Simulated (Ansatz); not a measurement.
LaS: energy above lowest point against volume scale

Results calculated with Ansatz 0.2.0, not measured. Free energy against uniform scaling of the volume at fixed shape and fractions; periodic cell, basis, potentials, k mesh and filling as listed.

The cell before it is scaled or strained (space group Fm-3m, No. 225):
```
cell vectors (Å)
   0.0000     2.9270     2.9270
   2.9270     0.0000     2.9270
   2.9270     2.9270     0.0000
atoms (fractions of the cell vectors)
La  0.00000  0.00000  0.00000
S   0.50000  0.50000  0.50000
```

Settings of every row: functional PBEsol; dispersion none; potentials all-electron LAPW; k mesh 9x9x9; k shift 0x0x0; occupations cold; smearing width 0.1 eV; spin none; basis error target 0.0005 eV/atom.

Limits: coarse k mesh, up to 40 meV an atom off; odd electron count without spin.

| row | volume scale | V (Å³/atom) | energy above lowest point (meV/atom) |
| --- | --- | --- | --- |
| 1 | 0.94 | 23.572 | 9.4 |
| 2 | 0.97 | 24.324 | 0 |
| 3 | 1 | 25.077 | ? |
| 4 | 1.03 | 25.829 | 19.3 |
| 5 | 1.06 | 26.581 | 44.1 |

Question: what energy above lowest point should row 3 give?

Worked fit of energy above lowest point. Take u = (V_r/V)^(2/3) − 1 with V_r = 25.077 Å³ an atom, which is twice the finite (Eulerian) strain; such expansions in the strain, on which the Birch-Murnaghan equation of state is built, carry the rest volume and the bulk modulus. The shown rows have u = 0.04212, 0.02053, -0.01951, -0.03809. Least squares give energy above lowest point = 3.99 − 493 × u + 14735 × u² meV/atom; a straight line predicts inner rows, each left out in turn, worse (root mean square 14 against 0.2 meV/atom). The rows lie off it by 0.0, -0.1, 0.1, 0.0. Its lowest point lies at u = 0.0167, or V = 24.46 Å³ an atom, and the curvature there gives the bulk modulus at fixed shape and fractions, B = (4/9)(1 + u)² E″(u)/V = 88.7 GPa. The withheld row has u = 0, so the fit gives 3.99 − 493 × (0) + 14735 × (0)² = 4.0 meV/atom.

The calculation gave 4 meV/atom. The fit meets it to the printed digit.
